# One-mode phase-field crystal: from the triangular crystal to a bcc model of iron near melting

## Problem

A phase-field crystal (PFC) model in dimensionless form has the free energy

$$F=\int d\mathbf r\,\Big\{\tfrac12\psi\big[r+(1+\nabla^2)^2\big]\psi+\tfrac14\psi^4\Big\},\qquad r=-\epsilon<0,$$

with a conserved mean $\psi_0$. Its dimensional form, for the number density $\phi$ counted from a reference value, is

$$\mathcal F=\int d^3x\,\Big\{\tfrac12\phi\big[\alpha+\lambda(q_0^2+\nabla^2)^2\big]\phi+\tfrac14 g\,\phi^4\Big\}.$$

Take as given the approximate inputs below. They are typical of an embedded-atom-type simulation model of Fe at that model's own melting point. The direct correlation function is dimensionless, $C(K)=1-1/S(K)$.

| quantity | value |
|---|---|
| temperature $T$ | 1772 K |
| liquid density $n_0$ | 0.0765 Å$^{-3}$ |
| first peak of the structure factor, $q_0$ | 2.985 Å$^{-1}$ |
| peak height $S(q_0)$ | 3.01 |
| curvature $C''(q_0)$ | $-10.4$ Å$^2$ |
| amplitude $u$ of each {110} density wave of the solid, in units of $n_0$ | 0.72 |

(a) For $\psi=\psi_0+A[\cos qx\cos(qy/\sqrt3)-\tfrac12\cos(2qy/\sqrt3)]$ find $q$, $A$ and the elastic constants at fixed $\psi_0$.
(b) Repeat for a bcc crystal built from the twelve {110} waves.
(c) Fix $\lambda$, $\epsilon$, $\psi_0$, $g$ and $\alpha$ from the table, taking melting as the point where liquid and bcc have equal free energy at equal mean density.
(d) Give the lattice constant and the elastic constants in GPa.
(e) Extended along $z$, the triangular pattern is an array of rods. Does it compete with bcc at the fitted point, and at $\psi_0=-0.180$ with the same $\epsilon$?
(f) Estimate what the density gap, the compression of the mean density and the next shell of waves change.

Conventions: $e_{ij}$ is the symmetric small strain, the energy density is $\tfrac12C_{ijkl}e_{ij}e_{kl}$, and Voigt indices are used, so that a shear $\gamma=2e_{xy}$ costs $\tfrac12C_{44}\gamma^2$. In two dimensions $C_{44}$ means $C_{xyxy}$.

## (a) The triangular crystal

Write $\psi=\psi_0+\varphi$ with $\langle\varphi\rangle=0$, where brackets denote the cell average. The uniform part gives the liquid free-energy density $f_l=\tfrac12(1+r)\psi_0^2+\tfrac14\psi_0^4$. Expanding $\psi^4/4$ gives the excess of the crystal,

$$\Delta f=\tfrac12\big\langle[(1+\nabla^2)\varphi]^2\big\rangle+\tfrac12\tau\langle\varphi^2\rangle+\psi_0\langle\varphi^3\rangle+\tfrac14\langle\varphi^4\rangle,\qquad \tau\equiv r+3\psi_0^2 .$$

The trial function equals $\tfrac A2[\cos\mathbf k_1\!\cdot\!\mathbf r+\cos\mathbf k_2\!\cdot\!\mathbf r-\cos\mathbf k_3\!\cdot\!\mathbf r]$ with $\mathbf k_{1,2}=q(1,\pm1/\sqrt3)$ and $\mathbf k_3=\mathbf k_1-\mathbf k_2=q(0,2/\sqrt3)$. All three vectors have $k^2=4q^2/3$.

> **Predict.** Which term of $\Delta f$ knows about $q$? Will the best $q$ depend on $A$ or $\psi_0$?

Only the first term depends on $q$. It equals $\tfrac12(1-4q^2/3)^2\langle\varphi^2\rangle$ and vanishes at $k=1$, so $q=\sqrt3/2$ for every $A$ and $\psi_0$.

Shift the origin to a point where $\mathbf k_1\!\cdot\!\mathbf r=\mathbf k_2\!\cdot\!\mathbf r=\pi$. There $\mathbf k_3\!\cdot\!\mathbf r=0$, and $\varphi$ becomes a sum of six plane waves $e^{i\mathbf k\cdot\mathbf r}$, each of amplitude $-A/4$. The average $\langle\varphi^n\rangle$ is $(-A/4)^n$ times the number of ordered $n$-tuples of wave vectors that add to zero. Let $N_2(\mathbf G)$ be the number of ordered pairs that add to $\mathbf G$. It is 6 for $\mathbf G=0$, and 2, 2, 1 for the shells of length $1,\sqrt3,2$, each of six vectors. The counts are 6 for $n=2$, $6\times2=12$ for $n=3$, and $\sum N_2^2=36+24+24+6=90$ for $n=4$. Hence $\langle\varphi^2\rangle=3A^2/8$, $\langle\varphi^3\rangle=-3A^3/16$, $\langle\varphi^4\rangle=45A^4/128$, and

$$\Delta f_\triangle=\tfrac{3}{16}\tau A^2-\tfrac{3}{16}\psi_0A^3+\tfrac{45}{512}A^4 .$$

> **Predict.** For $\psi_0>0$, which sign of $A$ lowers the free energy, and do the maxima or the minima of $\psi$ sit on the triangular lattice?

The cubic term must be negative, so $A$ has the sign of $\psi_0$. Setting $\partial\Delta f_\triangle/\partial A=0$ with $A\neq0$ gives $45A^2-72\psi_0A+48\tau=0$, and the root of larger magnitude is the minimum:

$$A=\tfrac45\Big[\psi_0+\tfrac13\sqrt{-15r-36\psi_0^2}\Big]\quad(\psi_0>0).$$

For $A>0$ all six amplitudes $-A/4$ are negative, so the lattice points are minima of $\psi$. Since $F$ is even in $\psi$, the mirror solution for $\psi_0<0$ has $A=\tfrac45[\psi_0-\tfrac13\sqrt{-15r-36\psi_0^2}]<0$ and density peaks on the lattice points. This one-mode crystal is the one analysed by Elder and Grant in 2004.

Now deform the pattern homogeneously at fixed $\psi_0$. Each unit wave vector changes to $k^2=1-2\hat k_ie_{ij}\hat k_j+O(e^2)$. The averages of $\varphi^n$ stay the same, because a linear map keeps closed polygons of wave vectors closed. For waves of common amplitude $\eta$ the first term of $\Delta f$ becomes $\tfrac12\eta^2\sum(1-k^2)^2=2\eta^2\sum(\hat k_ie_{ij}\hat k_j)^2$, so that

$$C_{ijkl}=4\eta^2\sum_{\mathbf k}\hat k_i\hat k_j\hat k_k\hat k_l .$$

The $O(e^2)$ part of $k^2$ first enters at third order, because $(1-k^2)^2$ has a double zero at $k=1$. The amplitudes respond to a perturbation of order $e^2$, so their relaxation enters at fourth order. For six vectors $60^\circ$ apart, $\sum\hat k_x^4=9/4$ and $\sum\hat k_x^2\hat k_y^2=3/4$. With $\eta^2=A^2/16$,

$$\tfrac13C_{11}=C_{12}=C_{44}=\tfrac{3}{16}A^2 .$$

These satisfy $C_{44}=(C_{11}-C_{12})/2$, the isotropy that sixfold symmetry demands.

## (b) The bcc crystal

The shortest reciprocal vectors of bcc are the twelve $(2\pi/a_{\rm bcc})\langle110\rangle$. With amplitude $B$ for each wave,

$$\varphi=4B[\cos qx\cos qy+\cos qy\cos qz+\cos qz\cos qx],\qquad k^2=2q^2=1 .$$

The pair counts are $N_2=12$ for $\mathbf G=0$, 4 for the twelve {110}, 4 for the six {200}, 2 for the twenty-four {211} and 1 for the twelve {220}.

> **Predict.** Use these counts to write $\langle\varphi^3\rangle$ and $\langle\varphi^4\rangle$ before reading on.

They give $\langle\varphi^2\rangle=12B^2$, $\langle\varphi^3\rangle=12\times4\,B^3=48B^3$ and $\langle\varphi^4\rangle=(144+192+96+96+12)B^4=540B^4$. Therefore

$$\Delta f_{\rm bcc}=6\tau B^2+48\psi_0B^3+135B^4,\qquad B=\tfrac1{15}\Big[-2\psi_0+\sqrt{-5r-11\psi_0^2}\Big]\quad(\psi_0<0).$$

Density peaks on the lattice sites need $B>0$, hence $\psi_0<0$.

> **Predict.** Eight of the twelve unit vectors have $\hat k_x^2=\tfrac12$. What are $C_{11}/C_{12}$ and $C_{44}/C_{12}$, and is the crystal isotropic?

The sums are $\sum\hat k_x^4=8\times\tfrac14=2$ and $\sum\hat k_x^2\hat k_y^2=4\times\tfrac14=1$, so

$$C_{11}=8B^2,\qquad C_{12}=C_{44}=4B^2,\qquad C'\equiv\tfrac12(C_{11}-C_{12})=2B^2 .$$

The Zener ratio $C_{44}/C'$ is 2 for any material parameters. The equality $C_{12}=C_{44}$ holds because $\sum\hat k_i\hat k_j\hat k_k\hat k_l$ is symmetric in all four indices.

At equal mean density the two phases have equal free energy when $6\tau+48\psi_0B+135B^2$ has a double root. Its discriminant vanishes for $48^2\psi_0^2=4\cdot6\cdot135\,\tau$. Calling this point $\psi_c$,

$$\tau=\tfrac{32}{45}\psi_c^2,\qquad \epsilon=3\psi_c^2-\tau=\tfrac{103}{45}\psi_c^2,\qquad B=\tfrac{8}{45}|\psi_c| .$$

## (c) The fit

Measure length in $1/q_0$ and put $\phi=s\psi$ with $s^2=\lambda q_0^4/g$. The dimensional functional turns into the dimensionless one with $r=\alpha/(\lambda q_0^4)$ and the energy-density unit $E_0=\lambda q_0^4s^2=\lambda^2q_0^8/g$.

A weak density wave $\delta n_{\mathbf K}$ in a classical liquid costs $k_BT|\delta n_{\mathbf K}|^2/[2n_0S(K)]$ per unit volume. The model's second variation about the uniform state $\bar\phi$ must reproduce this near the peak:

$$\alpha+3g\bar\phi^2+\lambda(q_0^2-K^2)^2=\frac{k_BT}{n_0}\,[1-C(K)] .$$

Matching value and curvature at $K=q_0$, adding the solid amplitude, and closing with the equal-free-energy condition is the route of Wu and Karma (2007).

> **Predict.** What is $d^2/dK^2$ of $(q_0^2-K^2)^2$ at $K=q_0$? Which inputs then fix $\lambda$?

It is $8q_0^2$. With $k_BT=0.1527$ eV, $q_0^2=8.910$ Å$^{-2}$ and $q_0^4=79.39$ Å$^{-4}$,

$$\lambda=\frac{-k_BT\,C''}{8n_0q_0^2}=\frac{0.1527\ \text{eV}\times10.4\ \text{Å}^2}{8\times0.0765\ \text{Å}^{-3}\times8.910\ \text{Å}^{-2}}=0.2912\ \text{eV Å}^7,\qquad \lambda q_0^4=23.12\ \text{eV Å}^3 .$$

The value at the peak is $k_BT/(n_0S)=0.6631$ eV Å$^3$. Divided by $\lambda q_0^4$, the left side at $K=q_0$ is $r+3\psi_0^2=\tau$, so

$$\tau=\frac{0.6631\ \text{eV Å}^3}{23.12\ \text{eV Å}^3}=\frac{8}{S\,|C''|\,q_0^2}=0.02868 .$$

Temperature and density cancel. The results of part (b) now give

$$\epsilon=\tfrac{103}{32}\tau=0.0923,\qquad \psi_c=-\sqrt{\tfrac{45}{32}\tau}=-0.2008,\qquad B=0.03570 .$$

The dimensional amplitude of each wave is $n_0u=0.05508$ Å$^{-3}$, and it must equal $sB$:

$$s=\frac{0.05508\ \text{Å}^{-3}}{0.03570}=1.543\ \text{Å}^{-3},\qquad g=\frac{\lambda q_0^4}{s^2}=9.71\ \text{eV Å}^9,\qquad \alpha=-\epsilon\lambda q_0^4=-2.13\ \text{eV Å}^3,$$

$$E_0=\lambda q_0^4s^2=55.0\ \text{eV Å}^{-3}=8.82\times10^3\ \text{GPa},$$

where 1 eV Å$^{-3}$ is 160.2 GPa. Four figures are carried only to keep rounding out of later steps.

> **Predict.** Convert $\psi_c$ to Å$^{-3}$. Can it be read as a small departure from a real state of iron?

It is $\bar\phi=s\psi_c=-0.310$ Å$^{-3}$, about four times $n_0$ in magnitude, so the reference density is $n_0-\bar\phi=0.386$ Å$^{-3}$. That number is only the origin about which the polynomial has no cubic term. Only changes of $\phi$ near $\bar\phi$ stand for changes of density. Even these are a coarse description, since the one-mode profile falls to $n_0(1-4u)=-1.88\,n_0$ between the sites.

## (d) Lattice constant and elastic constants

From $q_0=2\pi\sqrt2/a_{\rm bcc}$,

$$a_{\rm bcc}=\frac{2\sqrt2\,\pi}{2.985\ \text{Å}^{-1}}=2.98\ \text{Å}.$$

This restates the input $q_0$ and predicts nothing. The site density $2/a_{\rm bcc}^3=0.0758$ Å$^{-3}$ lies 0.9 % below $n_0$ and does not move with $\psi_0$, so the mean field and the number of lattice sites are independent in this model.

> **Predict.** Suppose $S(q_0)$ were 10 % larger with all other inputs unchanged. How would $C_{44}$ in GPa respond?

It would not change. Since $B^2E_0=\lambda q_0^4(sB)^2=\lambda q_0^4n_0^2u^2$,

$$C_{44}=4\lambda q_0^4n_0^2u^2=\tfrac12\,n_0k_BT\,|C''|\,q_0^2u^2 .$$

The peak height, $\epsilon$ and $g$ have dropped out. Numerically,

$$C_{44}=4\times23.12\ \text{eV Å}^3\times(0.05508\ \text{Å}^{-3})^2=0.2806\ \text{eV Å}^{-3}.$$

At fixed $\psi_0$ the results are

| $C_{11}$ | $C_{12}$ | $C_{44}$ | $C'$ | $(C_{11}+2C_{12})/3$ |
|---|---|---|---|---|
| 90 GPa | 45 GPa | 45 GPa | 22 GPa | 60 GPa |

The last digit of $u$, an uncertainty of $\pm0.005$, is already worth 1.4 %, so two figures are the limit.

## (e) Rods against bcc

The rods have the same averages $\langle\varphi^n\rangle$ as the two-dimensional pattern, so part (a) applies per unit volume. Their spacing is $2\pi/q$ in units of $1/q_0$, which is $4\pi/(\sqrt3q_0)=2.43$ Å.

> **Predict.** Evaluate the sign of $15\epsilon-36\psi_0^2$ at $\psi_c$, using only the ratio $\psi_c^2/\epsilon$.

The triangular branch needs $\psi_0^2/\epsilon\le5/12=0.417$, while $\psi_c^2/\epsilon=45/103=0.437$. The radicand is $-0.067$ at the fitted point, and it is negative at $\psi_c$ for every $\epsilon$. With this pattern $\Delta f_\triangle$ has no stationary point at nonzero $A$ there. For $\epsilon=0.0923$ the branch begins at $|\psi_0|=0.196$.

At $\psi_0=-0.180$ both branches exist, with $\tau=0.0049$. For the rods the radicand is 0.218 and $|A|=0.269$. Then $3A^2/16=0.01353$, and multiplication by $E_0$ gives the in-plane constants $C_{12}=C_{xyxy}=119$ GPa and $C_{11}=358$ GPa. Every wave vector has $\hat k_z=0$, so all constants that carry an index $z$ vanish at this order. For bcc the radicand is 0.105, $B=0.0456$ and $C_{44}=73$ GPa. The excess free energies are

$$E_0\Delta f_\triangle=-7.2\ \text{meV Å}^{-3},\qquad E_0\Delta f_{\rm bcc}=-9.6\ \text{meV Å}^{-3}.$$

At this mean density bcc lies lower, although the rods are stiffer in their plane.

## (f) What the simple result leaves out

**Density gap.** True coexistence follows from a common tangent to $f_l(\psi_0)$ and $f_s=f_l+\Delta f_{\rm bcc}$. At $\psi_c$ the slopes differ by $D=36\psi_cB^2+48B^3=-0.0070$, while the curvature of the liquid is $\kappa_l=1+\tau=1.029$. The gap is therefore of order $|D|/\kappa_l\propto\epsilon^{3/2}$, against $|\psi_c|\propto\epsilon^{1/2}$. This is why the equal-free-energy condition is the leading order in small $\epsilon$.

> **Predict.** The coexisting solid is shifted from $\psi_c$ by about 2 % of $|\psi_c|$. Is its amplitude also shifted by about 2 %?

It is shifted much more. Differentiating the amplitude formula, with the square root equal to $\tfrac23|\psi_c|$ at $\psi_c$, gives $dB/d\psi_0=\tfrac1{15}(-2+\tfrac{33}{2})=\tfrac{29}{30}$, and $B$ itself is only $\tfrac8{45}|\psi_c|$. Solving $f_l'(\psi_l)=f_s'(\psi_s)=\mu$ and $f_l-\mu\psi_l=f_s-\mu\psi_s$ numerically at $\epsilon=0.0923$ gives

$$\psi_l=-0.204,\qquad\psi_s=-0.197,\qquad\psi_s-\psi_l=0.0076,\qquad B(\psi_s)=0.0388 .$$

The gap is $s(\psi_s-\psi_l)=0.0118$ Å$^{-3}$, or 15 % of $n_0$. The amplitude is 9 % above the fitted one, which corresponds to $u=0.78$, and $C_{44}$ rises by 18 % to 53 GPa. The coexisting liquid has $\tau_l=0.033$, which with the same prefactor $k_BT/n_0$ means a peak height of 2.6 in place of the input 3.01. A simulation run at coexistence with the parameters of part (c) thus does not return the inputs. Refitting $\epsilon$ and $g$ on the common tangent restores $u=0.72$ by construction, and with it 45 GPa, because $C_{44}$ depends on $\lambda$ and $n_0u$ alone. The coexisting solid still lies just outside the range of the rods, $|\psi_s|>0.196$, by a margin too small to trust beyond one mode.

**Compression of the mean density.** Parts (a), (b) and (d) strain the pattern at fixed $\psi_0$. For a deformation that conserves volume this is also a deformation at fixed particle number, so $C_{44}$ and $C'$ are the shear stress–strain coefficients of the one-mode crystal. A dilation is different.

> **Predict.** At fixed particle number $n\propto V^{-1}$ and the wave number $k\propto V^{-1/3}$. Which extra term appears in the bulk modulus?

With $\mathcal F=Vf(n,k)$ and $\partial_kf=\partial_n\partial_kf=0$ at $k=q_0$,

$$K=V\frac{d^2\mathcal F}{dV^2}=\tfrac19k^2\partial_k^2f+n^2\partial_n^2f .$$

The first term is $\tfrac{16}{3}B^2E_0$, the 60 GPa of the table. The second is $n^2\lambda q_0^4\kappa_s$, where $\kappa_s=f_s''$ includes the relaxation of $B$:

$$\kappa_s=1+\tau+36B^2+(72\psi_cB+144B^2)\tfrac{29}{30}=0.753 .$$

Identifying $d\phi$ with $dn$ and setting $n=n_0$ gives $n_0^2\lambda q_0^4=21.7$ GPa, so the extra term is 16 GPa at $\psi_c$. It is an energy $\propto(\mathrm{tr}\,e)^2$ and adds equally to the two normal stress–strain coefficients. They become about 106 GPa and 61 GPa, $K$ becomes about 76 GPa, and $C_{12}=C_{44}$ no longer holds. The term scales as $n^2$, so the choice of $n$ across a 15 % gap makes it uncertain by several GPa. The tabulated $C_{11}$ and $C_{12}$ are properties of the pattern at fixed $\psi_0$ and should be labelled as such.

**The {200} shell.** These six waves have $k^2=2$, so their quadratic coefficient is $(1-2)^2+\tau=1+\tau$ to leading order in $B$. They are driven by the {200} component $h$ of $3\psi_0\varphi^2+\varphi^3$. Four ordered pairs and 24 ordered triples of {110} vectors add to (200), so $h=12\psi_cB^2+24B^3=-0.0020$. Minimising $6[\tfrac12(1+\tau)B_{200}^2+hB_{200}]$ gives $B_{200}=-h/(1+\tau)=0.0019$, about 0.05 of $B$. These waves sit off the minimum of $(1-k^2)^2$, so their amplitudes relax at first order in the strain, and the sum over wave vectors of part (a) does not apply to them. With the {110} amplitudes held fixed, each relaxed pair contributes $-h^2/[(1-k^2)^2+\tau]$. A stretch $1+e$ along $x$ gives the pair along $x$ $k^2=2/(1+e)^2$ and $(1-k^2)^2=1-8e+28e^2$. Its energy then changes by $B_{200}^2\{-8e+[28-64/(1+\tau)]e^2\}$, which is $-68B_{200}^2$ in $C_{11}$. The linear terms of the three pairs dilate the lattice: minimising $24B^2e_0^2-24B_{200}^2e_0$ gives $e_0=B_{200}^2/(2B^2)=0.0015$. This moves the {110} waves off the minimum as well, which adds $-40B_{200}^2$ to $C_{11}$. The same steps for the other strains, taken about the dilated lattice and to order $B_{200}^2$, give

$$\delta C_{11}=\Big(16-\frac{128}{1+\tau}\Big)B_{200}^2,\qquad \delta C_{12}=\delta C_{44}=-8B_{200}^2,\qquad \delta C'=\Big(12-\frac{64}{1+\tau}\Big)B_{200}^2 .$$

Thus $C_{11}$ falls by 4 % to 86 GPa and $C'$ by 7 % to 21 GPa, while $C_{12}$ and $C_{44}$ fall by only 0.6 %. A shear $e_{xy}$ leaves the length of every {200} vector unchanged at first order, so the relaxation term is absent from $C_{44}$. The free energy falls by $3h^2/(1+\tau)=1.1\times10^{-5}$, which moves the crossing point by this amount divided by $|D|$, about 0.002 in $\psi_0$. That is smaller than the density gap but not negligible beside it. At a given {110} amplitude $C_{44}$ is therefore insensitive to the next shell, while $C'$, $C_{11}$ and, through $dB/d\psi_0\approx1$, the amplitude found at melting are fixed by one mode only to several per cent.